## One electron per vanadium atom

For a metal, the row at −1.95 eV looks wrong. The density of states has fallen there from 4.43 at −2.75 eV to 0.81 states per eV and cell, as if a filled band had ended and a gap were about to open. No gap comes. The density stays near 1 for some two electronvolts, up to the Fermi level, the zero of the energy scale, below which the states are filled.

Density of states of VN2 (I4/mcm, 6 atoms in the cell, conventional a = 4.293 and c = 4.914 Å), calculated with Ansatz 0.2.0 using r2SCAN, scalar-relativistic PAW, a 500 eV cutoff and no spin polarisation. The tetrahedron method was used on an 18×18×18 k mesh, with averages over 0.2 eV bins. Energies are relative to the Fermi level, and Löwdin shell projections are summed over sites.

```
energy (eV)  density of states total (states/eV/cell)  DOS V 3d (states/eV/cell)  DOS N 2p (states/eV/cell)  DOS N 2s (states/eV/cell)  DOS V 4s (states/eV/cell)
      -7.95                                      2.04                       0.31                      1.550                       0.13                    0.02000
      -7.55                                      0.96                       0.12                      0.780                       0.03                    0.01000
      -7.15                                      2.13                       0.32                      1.600                       0.16                    0.02000
      -6.75                                      2.11                       0.37                      1.560                       0.13                    0.02000
      -6.35                                      2.14                       0.42                      1.560                       0.12                    0.02000
      -5.95                                      2.41                        0.5                      1.750                       0.11                    0.02000
      -5.55                                      3.32                       0.71                      2.400                       0.15                    0.03000
      -5.15                                      2.54                       0.61                      1.810                       0.05                    0.04000
      -4.75                                      1.99                       0.62                      1.290                       0.02                    0.04000
      -4.35                                      2.43                        0.9                      1.400                       0.03                    0.06000
      -3.95                                      2.20                       0.86                      1.230                       0.03                    0.04000
      -3.55                                      3.78                       1.82                      1.840                       0.02                    0.02000
      -3.15                                      4.05                       1.96                      1.980                       0.02                    0.01000
      -2.75                                      4.43                       1.74                      2.560                       0.02                    0.01000
      -2.35                                      1.54                       0.71                      0.800                       0.01                    0.00000
      -1.95                                      0.81                       0.43                      0.360                       0.01                    0.00000
      -1.55                                      0.99                       0.54                      0.420                       0.01                    0.00000
      -1.15                                      0.95                       0.62                      0.310                       0.01                    0.00000
      -0.75                                      1.00                       0.71                      0.270                       0.01                    0.01000
      -0.35                                      1.08                       0.81                      0.240                       0.01                    0.01000
       0.05                                      1.97                       1.67                      0.180                        0.1                    0.01000
       0.45                                      4.29                        3.6                      0.400                       0.24                    0.01000
       0.85                                      7.46                       6.04                      0.950                       0.38                    0.02000
       1.25                                      5.63                       4.46                      0.840                       0.25                    0.02000
       1.65                                      4.29                       3.21                      0.810                       0.21                    0.01000
       2.05                                      3.97                       2.79                      0.940                       0.16                    0.03000
       2.45                                      4.75                       3.17                      1.120                       0.38                    0.02000
       2.85                                      5.16                       3.04                      1.850                       0.16                    0.04000
       3.25                                      5.06                       2.93                      1.860                       0.13                    0.06000
       3.65                                      1.95                       1.04                      0.820                       0.04                    0.02000
       4.05                                      2.18                       1.03                      1.050                       0.05                    0.01000
       4.45                                      0.88                        0.4                      0.450                       0.01                    0.00000
       4.85                                      0.42                       0.19                      0.220                          0                    0.00000
       5.25                                      0.22                        0.1                      0.120                          0                    0.00000
       5.65                                         0                          0                      0.000                          0                    0.00000
```

This thin shelf holds the most loosely bound electrons of VN₂, and those at its upper edge carry the current. The column "density of states total" counts all states in an energy interval, and the columns headed DOS divide them among atomic shells. Three owners are plausible: a broad vanadium 4s band, the antibonding orbitals of the nitrogen pairs, or the vanadium 3d shell.

### The limit of free electrons

A low, flat density suggests nearly free electrons, as in a simple metal. For $N$ free electrons in a cell of volume $\Omega$, the filled band has the depth $E_F=(\hbar^2/2m)(3\pi^2N/\Omega)^{2/3}$ and ends with the density $3N/2E_F$. Two electrons in this cell would give 0.66 states per eV, the right order of magnitude. The depth would be 4.6 eV, about twice that of the shelf, but an effective mass of about two would largely mend both figures.

The height of the shelf therefore can't settle the matter, but its composition can. Vanadium 4s makes up less than one per cent of it, while V 3d and N 2p together make up almost all. The tempting picture of a free-electron band fails on the character of the states, although it gives a reasonable number of them.

### The limit of complete electron transfer

The nitrogen atoms sit in pairs, 1.39 Å apart. A free N₂ molecule has ten valence electrons and an empty set of antibonding π* orbitals with room for four more. If vanadium filled this set only in part, a π* band would cross the Fermi level, and nitrogen should be prominent there. The calculation shows the reverse: the N 2p share falls from 44 % at the bottom of the shelf to 22 % in its last row, while the V 3d share rises from 53 to 75 %.

Suppose instead that the π* set is full. Each pair then holds 14 valence electrons. The cell contains two vanadium and four nitrogen atoms with five valence electrons each, so the ionic limit leaves

$$N_d = 6\times5-2\times14 = 2$$

electrons per cell, one for each vanadium atom. No constant in this count was adjusted to the table.

The shelf can be counted independently. Let each of its five rows, from −1.95 to −0.35 eV, stand for an interval of 0.4 eV, and add the last 0.15 eV below the Fermi level, with the mean of 1.08 (the last row) and 1.38 (at the Fermi level) as its density:

$$0.4\,(0.81+0.99+0.95+1.00+1.08)+0.15\times\frac{1.08+1.38}{2}\approx 2.1.$$

The agreement is good, but its second digit shouldn't be trusted. The table lists only every other bin, and the density stays above zero at the minimum, so the lower border is a choice, and moving it by one row gives 1.8 or 2.7 electrons. A charge of 3− on each pair would leave four electrons for vanadium, but also a hole in each π* set. That is the partly filled π* band again, which the small nitrogen share near the Fermi level speaks against. The output printed after the text gives these counts together with the shares of V 3d, N 2p and V 4s.

The same bookkeeping serves for a related compound. If the nitrogen pairs keep their charge, each extra valence electron on the metal atom adds one electron to the states above the minimum.

### The limit breaks down: mixing

One electron per vanadium atom seems to clash with the projection, which finds 3.6 electrons in each V 3d shell. Both figures are right, because they answer different questions. The ionic count assigns every valence state below the minimum to nitrogen, yet many of these states are bonds that lie partly on vanadium. In the rows below the shelf the 3d shell holds about four times as many electrons as in the shelf itself. A formal charge thus tells how many electrons are left for the uppermost band, and not how much charge sits on the atom.

Two levels show how such mixing changes with energy. Let a nitrogen level $\varepsilon_p$ lie below a vanadium level $\varepsilon_d$, with a coupling $t$ between them. In the upper, antibonding state of energy $E$, the ratio of nitrogen to vanadium weight is

$$\frac{w_p}{w_d}=\left(\frac{t}{E-\varepsilon_p}\right)^2=\frac{E-\varepsilon_d}{E-\varepsilon_p}.$$

If both levels stay fixed and only the coupling varies across the band, the last form shows that the nitrogen part grows with energy. The rows above the Fermi level show this direction: the ratio of N 2p to V 3d climbs from 0.11 at 0.05 eV to about 1 at 4.05 eV. Still higher it passes 1, which the upper state of two such levels can't do, so the model gives the direction of the change and not its size.

In the shelf the ratio falls instead, from 0.84 to 0.30, so fixed levels fail there. The middle form of the equation covers the other limit: with a constant coupling, a vanadium level that itself moves upwards carries less and less nitrogen. Overlap between neighbouring vanadium atoms could move it in this way. The fall could equally be the fading tail of the nitrogen-rich band below, and the table doesn't separate the two.

### Which d orbital?

The geometry favours vanadium overlap. The vanadium atoms form straight chains, with 2.46 Å between neighbours in a chain, and each atom is surrounded by eight nitrogen atoms. The orbital $d_{z^2}$, which points along the chain, overlaps with a nitrogen s orbital in proportion to $(3\cos^2\theta-1)/2$, where $\theta$ is the angle between the V–N line and the chain. This factor vanishes at 54.7°, and the calculated crystal has 54.6°.

An electron in $d_{z^2}$ should therefore avoid N 2s almost completely, while the other four d orbitals should not. The table agrees: for each unit of V 3d, the shelf contains only one or two per cent of N 2s, against about six per cent in the first rows above the Fermi level. The N 2s density in the shelf is a single unit of the last printed digit, so the contrast counts here and not the exact ratio. Pure π* states also lack N 2s, however, and the rows just below the shelf contain equally little of it for each unit of V 3d, so $d_{z^2}$ remains a well-founded guess until the 3d shell is resolved into its separate orbitals.

If the guess is right, the shelf is a chain band with one electron per atom, a filling at which chains may distort into pairs or develop magnetic moments. The calculation, at the meta-GGA level, kept the spacing equal and the spins paired, so neither possibility has been tested. Either could reshape the shelf near the Fermi level.

Output of the analysis:

```
Energy of the minimum below the Fermi level, eV: -1.95
V 3d share in the shelf rows -1.95 to -0.35 eV, percent: 53.09, 54.55, 65.26, 71, 75
N 2p share in the shelf rows -1.95 to -0.35 eV, percent: 44.44, 42.42, 32.63, 27, 22.22
V 3d share of the whole shelf, percent: 64.39
N 2p share of the whole shelf, percent: 33.13
V 4s share of the whole shelf, percent: 0.4141
Depth of a free-electron band with 2 electrons per cell, eV: 4.557
Its density of states at the Fermi level, states/eV/cell: 0.6584
Electrons per cell from -2.15 eV to the Fermi level: 2.116
Same with the border one row higher, at -1.75 eV: 1.792
Same with the border one row lower, at -2.55 eV: 2.732
Same with the border two rows lower, at -2.95 eV: 4.504
Electrons left for V per cell with N2 charges 4-, 3-, 2-: 2, 4, 6
V 3d electrons per cell in the shelf rows: 1.244
V 3d electrons per cell in the table's rows below the shelf: 4.788
V 3d electrons per cell, all occupied states: 7.23
N 2s per V 3d in the shelf rows, percent: 2.326, 1.852, 1.613, 1.408, 1.235
N 2s per V 3d in the rows 0.05 to 1.65 eV, percent: 5.988, 6.667, 6.291, 5.605, 6.542
N 2p per V 3d in the rows 0.05 to 4.05 eV: 0.1078, 0.1111, 0.1573, 0.1883, 0.2523, 0.3369, 0.3533, 0.6086, 0.6348, 0.7885, 1.019
V-V distance along the chain, angstrom: 2.457
Angle of V-N to the chain and angle of the d(z2) node, degrees: 54.59, 54.74
Squared angular overlap with N 2s for z2, for x2-y2 or xy, for xz or yz: 1.367e-05, 0.1654, 0.3346
```
